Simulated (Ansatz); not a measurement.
## PbF₂: the change of phonon entropy and phonon heat capacity with temperature

Plane-wave density functional theory, PAW datasets, Gaussian smearing 0.05 eV: harmonic lattice thermodynamics at fixed volume from displacements in the supercell given; kB is Boltzmann's constant. The results are calculated, by Ansatz 0.2.0.

Structure of every row (space group Fm-3m, No. 225):
```
cell vectors (Å)
   0.0000     2.9605     2.9605
   2.9605     0.0000     2.9605
   2.9605     2.9605     0.0000
atoms (fractions of the cell vectors)
Pb  0.00000  0.00000  0.00000
F   0.25000  0.25000  0.25000
F   0.75000  0.75000  0.75000
```

Settings of every row: paw set soft_2; functional r2SCAN; spin treatment none; moment partition spheres; spin axis none; wave cutoff 500 eV; SCF start atoms; lower state search light; symmetry use detected; k mesh of unit cell 8x8x8; supercell 2x2x2.

Atom first moment, atom hubbard u: 0 on all atoms.

Limits: no spin-orbit coupling, which can matter with elements this heavy.

| row | temperature (K) | phonon entropy (kB per atom) | phonon heat capacity (kB per atom) | phonon free energy (meV per atom) |
| --- | --- | --- | --- | --- |
| 1 | 200 | 3.314 | 2.669 | 0.78 |
| 2 | 300 | 4.435 | 2.843 | -32.88 |
| 3 | 400 | 5.263 | 2.909 | -74.82 |
| 4 | 500 | ? | ? | ? |
| 5 | 600 | 6.454 | 2.959 | -176.46 |
| 6 | 700 | 6.911 | 2.97 | -234.1 |
| 7 | 800 | 7.308 | 2.977 | -295.4 |
| 8 | 900 | 7.659 | 2.981 | -359.92 |
| 9 | 1000 | 7.973 | 2.985 | -427.3 |

Question: what phonon entropy and phonon heat capacity should row 4 give?

Worked fit of phonon entropy. Entropy rises as the heat capacity times the change of ln T, so take t = ln(T / 300 K). The shown rows have t = -0.4055, 0, 0.2877, 0.6931, 0.8473, 0.9808, 1.0986, 1.204. Least squares give phonon entropy = 4.4438 + 2.83318 × t + 0.0857 × t² kB per atom; a straight line predicts inner rows, each left out in turn, worse (root mean square 0.021 against 0.007 kB per atom). The rows lie off it by 0.005, -0.009, -0.003, 0.005, 0.005, 0.003, -0.001, -0.006 (root mean square 0.0051 kB per atom), a smooth pattern that one more power would take up: the form is only approximate. The slope at t = 0, 2.83 kB per atom, estimates the heat capacity at 300 K. The withheld row has t = 0.5108, so the fit gives 4.4438 + 2.83318 × (0.5108) + 0.0857 × (0.5108)² = 5.913 kB per atom.

The calculation gave 5.916 kB per atom. The fit lies 0.003 kB per atom (0.064 % of the column's range) below it; its largest miss of a shown row is 0.009 kB per atom.

Worked fit of phonon heat capacity. At high temperature a harmonic heat capacity falls short of its limit by a term in 1/T², so take t = (100 K / T)². The shown rows have t = 0.25, 0.11111, 0.0625, 0.02778, 0.02041, 0.01562, 0.01235, 0.01. Least squares give phonon heat capacity = 2.9997 − 1.4847 × t + 0.648 × t² kB per atom; a straight line predicts inner rows, each left out in turn, worse (root mean square 0.0038 against 0.00054 kB per atom). All shown rows lie on it to the printed digit. The constant, 2.9997 kB per atom, is to be held against the harmonic limit of 3 k_B an atom. The withheld row has t = 0.04, so the fit gives 2.9997 − 1.4847 × (0.04) + 0.648 × (0.04)² = 2.941 kB per atom.

The calculation gave 2.941 kB per atom. The fit meets it to the printed digit.

The other values of row 4: phonon free energy -123.09 meV per atom.
